## Two-photon production of a narrow state in electron collisions

Two electrons, or an electron and a positron, collide head on with energy $E$ each. Each radiates a space-like photon, and the photons fuse into a neutral state $R$ of mass $M$, spin $J$ and even charge parity. The total cross section of $ee\to eeR$ factorises into two photon spectra and the cross section of $\gamma\gamma\to R$, which the two-photon width fixes. The result is due to Low (1960).

### Conventions and premises

Masses stand for rest energies ($m=m_ec^2$, likewise $M$ and $m_\mu$) and momenta for momenta times $c$. All are energies, in joules or electronvolts. A width is the energy $\Gamma=\hbar/t_R$ for a lifetime $t_R$, and cross sections carry the factor $(\hbar c)^2$, which gives square metres. The squared coupling of a vertex is $4\pi\alpha$, with $\alpha=e^2/(4\pi\varepsilon_0\hbar c)$. The metric is $(+,-,-,-)$, spinors obey $\bar uu=2m$, and $s=4E^2$ for $E\gg m$.

The premises are:

1. Lowest order in $\alpha$, keeping only the diagram with one photon from each electron line. It alone has two photon poles.
2. Unpolarised beams, integration over the scattered electrons.
3. The amplitude $\gamma^*\gamma^*\to R$ is gauge invariant and varies with the virtualities on a scale of order $M^2\gg m^2$.
4. The total width of $R$ is small, $\Gamma_{\rm tot}\ll M$.
5. Leading logarithms: $\ln(E/m)$ is large compared with one and with $\ln(2E/M)$.

### Fusion of two real photons

Let $\Sigma$ be $|\mathcal M(R\to\gamma\gamma)|^2$ summed over the $2J+1$ spin states and the four helicity pairs. After this sum no direction is preferred in the rest frame, so $\Sigma$ is a constant. The phase space of two massless particles is $1/8\pi$, and identical photons add a factor $1/2$:

$$\Gamma_{\gamma\gamma}=\frac{1}{2M}\,\frac{\Sigma}{2J+1}\,\frac12\,\frac{1}{8\pi}=\frac{\Sigma}{32\pi M(2J+1)}.\tag{1}$$

CPT invariance gives the same $\Sigma$ for the inverse process. For photons $k_1,k_2$ with $W^2=(k_1+k_2)^2$ the flux factor is $4k_1\cdot k_2=2W^2$, the helicity average is $\Sigma/4$, and the one-particle phase space is

$$\int\frac{d^3P}{(2\pi)^32P^0}(2\pi)^4\delta^4(P-k_1-k_2)=2\pi\,\delta(W^2-M^2).$$

Eliminating $\Sigma$ with (1),

$$\sigma_{\gamma\gamma}(W^2)=(\hbar c)^2\frac{1}{2M^2}\frac{\Sigma}{4}\,2\pi\,\delta(W^2-M^2)=8\pi^2(\hbar c)^2(2J+1)\frac{\Gamma_{\gamma\gamma}}{M}\,\delta(W^2-M^2).\tag{2}$$

A finite width replaces the delta function by $M\Gamma_{\rm tot}/\{\pi[(W^2-M^2)^2+M^2\Gamma_{\rm tot}^2]\}$, which has unit area. By premise 4 the photon flux is constant across this peak.

### The equivalent-photon spectrum

Let an electron $p\to p'$ emit $q=p-p'$, with $Q^2=-q^2>0$, onto a real unpolarised photon $k$, producing a final state $X$. The amplitude is $\sqrt{4\pi\alpha}\,\bar u(p')\gamma^\mu u(p)\,\mathcal M_\mu/q^2$ up to a phase, with $q^\mu\mathcal M_\mu=0$. The spin-averaged lepton tensor is

$$L^{\mu\nu}=\tfrac12{\rm Tr}\left[(\gamma\cdot p'+m)\gamma^\mu(\gamma\cdot p+m)\gamma^\nu\right]=2(p^\mu p'^\nu+p'^\mu p^\nu)-Q^2g^{\mu\nu},$$

because $2(m^2-p\cdot p')=q^2$. Terms containing $q^\mu$ drop out by current conservation, leaving $4p^\mu p^\nu-Q^2g^{\mu\nu}$.

The tensor $\mathcal M_\mu\mathcal M^*_\nu$, integrated over $X$, is built from $q$, $k$ and the metric. It has a transverse part $w_TT_{\mu\nu}$ and a scalar-photon part. The latter vanishes like $Q^2/M^2$, since the conserved scalar polarisation vector is singular at $Q^2=0$ and the tensor is not. It therefore yields no logarithm and is dropped. The transverse projector is

$$T^{\mu\nu}=-g^{\mu\nu}+\frac{k^\mu q^\nu+q^\mu k^\nu}{k\cdot q}+\frac{Q^2k^\mu k^\nu}{(k\cdot q)^2},$$

with $T^{\mu\nu}q_\nu=T^{\mu\nu}k_\nu=0$ and $T^\mu{}_\mu=-2$. Define $x=k\cdot q/k\cdot p$. From $p'^2=m^2$ follows $p\cdot q=-Q^2/2$, so $p_\mu p_\nu T^{\mu\nu}=-m^2-Q^2/x+Q^2/x^2$ and

$$L_{\mu\nu}T^{\mu\nu}=\frac{4Q^2}{x^2}\left[A(x)-\frac{m^2x^2}{Q^2}\right],\qquad A(x)=1-x+\frac{x^2}{2}.\tag{3}$$

For the phase space use light-cone components $p^\pm=p^0\pm p^3$, with $k$ along the negative third axis. Then $p'^+=(1-x)p^+$ and $p'^-=(m^2+p_\perp^2)/p'^+$, and $q^2=q^+q^--p_\perp^2$ gives

$$Q^2=\frac{p_\perp^2+m^2x^2}{1-x}\ \ge\ Q^2_{\min}=\frac{m^2x^2}{1-x},\qquad \frac{d^3p'}{2E'}=\frac{dx}{2(1-x)}\,\pi\,dp_\perp^2=\frac{\pi}{2}\,dx\,dQ^2 .$$

The photon-photon cross section, averaged over the two transverse polarisations of $q$, is $\sigma_T=(\hbar c)^2w_T/(4k\cdot q)$. The electron-photon flux factor is $4k\cdot p$, and the ratio of the two flux factors is $x$. Hence $d\sigma=\sigma_T\,dN$ with

$$dN=x\,\frac{4\pi\alpha}{Q^4}\,L_{\mu\nu}T^{\mu\nu}\,\frac{\pi\,dx\,dQ^2}{2(2\pi)^3}=\frac{\alpha}{\pi}\frac{dx}{x}\frac{dQ^2}{Q^2}\left[A(x)-\frac{m^2x^2}{Q^2}\right].\tag{4}$$

For $Q^2\ll M^2$, $\sigma_T$ equals its real-photon value, and above $M^2$ it cuts the integral off. The first term of (4) then gives $A(x)\ln(M^2/Q^2_{\min})$ up to a constant. The second gives $-m^2x^2/Q^2_{\min}=-(1-x)$, without a logarithm. When $R$ is produced at rest, $x=M/2E$ and the logarithm is $\ln[4E^2(1-x)/m^2]$. Premise 5 allows the replacement of the logarithm by $2\ln(E/m)$ for all $x$ and the neglect of constants, which gives the Weizsäcker-Williams spectrum

$$N(x)\,dx=\frac{2\alpha}{\pi}\,\ln\frac{E}{m}\;A(x)\,\frac{dx}{x}.\tag{5}$$

### The two-photon flux

The argument applies to each electron in turn, the target $k$ being the nearly real photon of the other. Each photon is partly linearly polarised in the scattering plane of its electron. The resulting correlation is proportional to $\cos2\varphi$, with $\varphi$ the angle between the planes, and it vanishes on integration over $\varphi$. For two electrons the exchange interference is negligible because they scatter into opposite narrow cones. Nearly collinear photons have energies $x_1E$ and $x_2E$, so $W^2=x_1x_2s$ and

$$\sigma=\int_0^1dx_1\int_0^1dx_2\,N(x_1)N(x_2)\,\sigma_{\gamma\gamma}(x_1x_2s).$$

Insert $1=\int d\tau\,\delta(\tau-x_1x_2)$ with $\tau=W^2/s$. The $x_2$ integral gives $1/x_1$ at $x_2=\tau/x_1\le1$:

$$\sigma=\left(\frac{2\alpha}{\pi}\ln\frac Em\right)^2\int\frac{d\tau}{\tau}\,\sigma_{\gamma\gamma}(\tau s)\,K(\tau),\qquad K(\tau)=\int_\tau^1\frac{dx}{x}A(x)A(\tau/x).$$

Multiplying out,

$$4A(x)A(\tau/x)=(2+\tau)^2-(4+2\tau)\left(x+\frac{\tau}{x}\right)+2\left(x^2+\frac{\tau^2}{x^2}\right).$$

With the measure $dx/x$ on $[\tau,1]$, the constant integrates to $\ln(1/\tau)$, both $x$ and $\tau/x$ to $1-\tau$, and both $x^2$ and $\tau^2/x^2$ to $(1-\tau^2)/2$. The non-logarithmic terms sum to $(1-\tau)[-8-4\tau+2+2\tau]$, so

$$4K=(2+\tau)^2\ln\frac1\tau-2(1-\tau)(3+\tau).$$

With $z=\sqrt\tau=W/2E$ this is $K=f(z)/2$, where

$$f(z)=(2+z^2)^2\ln\frac1z-(1-z^2)(3+z^2),\tag{6}$$

$$\sigma=2\left(\frac{\alpha}{\pi}\right)^2\ln^2\frac Em\int\frac{dW^2}{W^2}\,f\!\left(\frac{W}{2E}\right)\sigma_{\gamma\gamma}(W^2).\tag{7}$$

### The Low formula

Inserting (2) into (7) sets $W=M$, and $2\cdot8\pi^2/\pi^2=16$:

$$\boxed{\sigma(ee\to eeR)=16\alpha^2(\hbar c)^2(2J+1)\frac{\Gamma_{\gamma\gamma}}{M^3}\,\ln^2\!\frac{E}{m}\;f\!\left(\frac{M}{2E}\right)}\tag{8}$$

For $z\ll1$, $f\simeq4\ln(1/z)-3$. This logarithm is the rapidity interval open to $R$, since the rapidity $\tfrac12\ln(x_1/x_2)$ ranges over $\pm\ln(1/z)$. The cross section thus grows as the cube of a logarithm of $E$. At threshold $f\simeq1-z$.

### Range of validity

The state must couple to two real photons. It must be even under charge conjugation, and $J=1$ is excluded by the Landau-Yang theorem. It must be narrow, and $M\gg m$ is needed for the cut-off argument. The annihilation diagram, $e^+e^-\to\gamma^*\to R\gamma^*$ with $\gamma^*\to e^+e^-$, lacks the double pole, since one photon has virtuality $s$. For a pseudoscalar and $s\gg M^2$ the squared vertex grows as $s^2$ and the lepton tensor as $s$, which cancels the squared propagator $1/s^2$ and the flux $1/s$. Its cross section is then of order $\alpha^2(\hbar c)^2(\Gamma_{\gamma\gamma}/M^3)|F|^2$ times a single logarithm from the pair mass, where $F$ is the form factor normalised to one for real photons. The form factor of the illustration below, continued to time-like virtualities, tends to $-M^2/s$, so this contribution falls as $\Gamma_{\gamma\gamma}M/s^2$. Equation (8) is a total cross section. Angular cuts on the scattered electrons change the limits of $Q^2$ in (4) and hence the logarithms.

The main limit is premise 5. The logarithm in (4) is really

$$\ell(x)=\ln\frac{M^2(1-x)}{m^2x^2},$$

and it varies by about $\pm2\ln(1/z)$ around its central value over the allowed range $z^2<x<1$. The dropped constants change each spectrum by a relative amount of order $1/\ln(E/m)$, and the variation changes the product of the two logarithms by a relative amount of order $\ln^2(1/z)/\ln^2(E/m)$. Close to threshold both $x$ approach one, $\ell$ falls through the factor $1-x$, and (8) again loses accuracy. Radiative corrections on the electron lines are nominally of relative order $(\alpha/\pi)\ln(E^2/m^2)$.

### Illustration: para true muonium at 5 GeV beam energy

Para true muonium is the $1\,^1S_0$ state of $\mu^+\mu^-$, with $J=0$ and even charge parity. The inputs are $m_\mu=105.658$ MeV, $m=0.510999$ MeV and $E=5$ GeV. The reduced mass is $m_\mu/2$, so the Bohr radius is $a=2\hbar c/(\alpha m_\mu)=5.12\times10^{-13}$ m, the binding energy is $\alpha^2m_\mu/4=1.41$ keV, and $M=211.315$ MeV.

**Width.** At low relative velocity $v$ the spin-averaged Dirac annihilation cross section obeys $\sigma_{\rm ann}v=\pi r_\mu^2c$, with $r_\mu=\alpha\hbar c/m_\mu$. In an S wave only the singlet, one of four spin states, has even charge parity, so its rate is four times the average. With $|\psi(0)|^2=1/(\pi a^3)$,

$$\Gamma_{\gamma\gamma}=4\hbar\,\pi r_\mu^2c\,|\psi(0)|^2=\tfrac12\alpha^5m_\mu=1.093\ {\rm meV},$$

which corresponds to a lifetime of $0.602$ ps in lowest order. Two-photon decay dominates, so $\Gamma_{\rm tot}/M\simeq5.2\times10^{-12}$ and premise 4 holds.

**Leading logarithm.** With $M\simeq2m_\mu$ the prefactor of (8) is $\alpha^7(\hbar c/m_\mu)^2=3.84\times10^{-45}\ {\rm m^2}$. Further, $z=0.02113$, $\ln(1/z)=3.857$, $f=12.44$ and $\ln(E/m)=9.189$, so

$$\sigma_{\rm Low}=4.0\times10^{-42}\ {\rm m^2}=40\ {\rm fb}.$$

The $n\,^1S_0$ widths scale as $1/n^3$ at practically the same mass, so the whole series multiplies this by $\zeta(3)=1.202$.

**Size of the neglected terms.** Here $\ell$ runs from $27.5$ at $x=z^2$ through $19.7$ at $x=z$ to about $\ln(M^2/m^2)=12.0$ at large $x$, against $2\ln(E/m)=18.4$ in (5). For this atom the cut-off can be computed. To relative order $\alpha^2$ each muon carries $P/2$, with $P=q_1+q_2$ and $m_\mu=M/2$. Since $P\cdot q_1=(M^2-Q_1^2+Q_2^2)/2$, the muon propagator between the two vertices has the denominator

$$(P/2-q_1)^2-M^2/4=q_1^2-P\cdot q_1=-\tfrac12(M^2+Q_1^2+Q_2^2),$$

the same in the crossed diagram. The singlet projector $\gamma_5(\gamma\cdot P-M)$ selects the trace with four Dirac matrices, which is proportional to $\epsilon^{\mu\nu\rho\sigma}e_{1\mu}e_{2\nu}q_{1\rho}q_{2\sigma}$ for polarisations $e_1,e_2$. The amplitude is this structure times a constant and the form factor $F=M^2/(M^2+Q_1^2+Q_2^2)$. A scalar polarisation lies in the plane of $q_1$ and $q_2$ and contributes nothing.

Take one photon virtual, $Q_2^2\simeq0$. The squared structure is proportional to $(q_1\cdot q_2)^2$, and $2q_1\cdot q_2=M^2+Q_1^2=x_1x_2s$. Division by the flux factor leaves $\sigma_T\propto(M^2+Q_1^2)F^2\,\delta(W^2-M^2)$. The integral $\int d\tau/\tau$ over the delta function now gives $1/(M^2+Q_1^2)$. The net weight in (4) is $F^2$. With $t=Q^2/M^2$ and $t_0=Q_{\min}^2/M^2$,

$$\int_{t_0}^\infty\frac{dt}{t(1+t)^2}=\ln\frac{1+t_0}{t_0}-\frac{1}{1+t_0}\simeq\ln\frac1{t_0}-1 .$$

The condition $t_0\ll1$ fails only for $1-x\lesssim m^2/M^2=5.8\times10^{-6}$, a negligible interval. The spectrum becomes $N=(\alpha/\pi x)\,G(x)$, and the convolution with (2) gives

$$G(x)=A(x)\,[\ell(x)-1]-(1-x),\qquad \sigma=8\alpha^2(\hbar c)^2\frac{\Gamma_{\gamma\gamma}}{M^3}\int_{z^2}^1\frac{dx}{x}\,G(x)\,G(z^2/x).\tag{9}$$

Setting $G=2A\ln(E/m)$ turns the integral into $2f\ln^2(E/m)=2.10\times10^3$ and restores (8). With the $G$ of (9) the integral is $1.82\times10^3$, a ratio of $0.87$, and

$$\sigma=3.5\times10^{-42}\ {\rm m^2}=35\ {\rm fb}.$$

Equation (9) still ignores the shift of $\tau$ to $z^2(1+Q^2/M^2)$ and the region where both virtualities are near $M^2$. With $\ell=\ell(z)$ these are of relative order $1/[\ell\ln(1/z^2)]=0.007$ and $1/\ell^2=0.003$, times coefficients of a few units. The nominal radiative scale is $(\alpha/\pi)\ln(E^2/m^2)=0.04$. True muonium has not been observed, so both cross sections belong to the lowest-order model. Within it the Low formula lies above the next-to-leading estimate, which is smaller by 13 per cent, and the ground-state cross section is about 35 fb with an uncertainty of several per cent.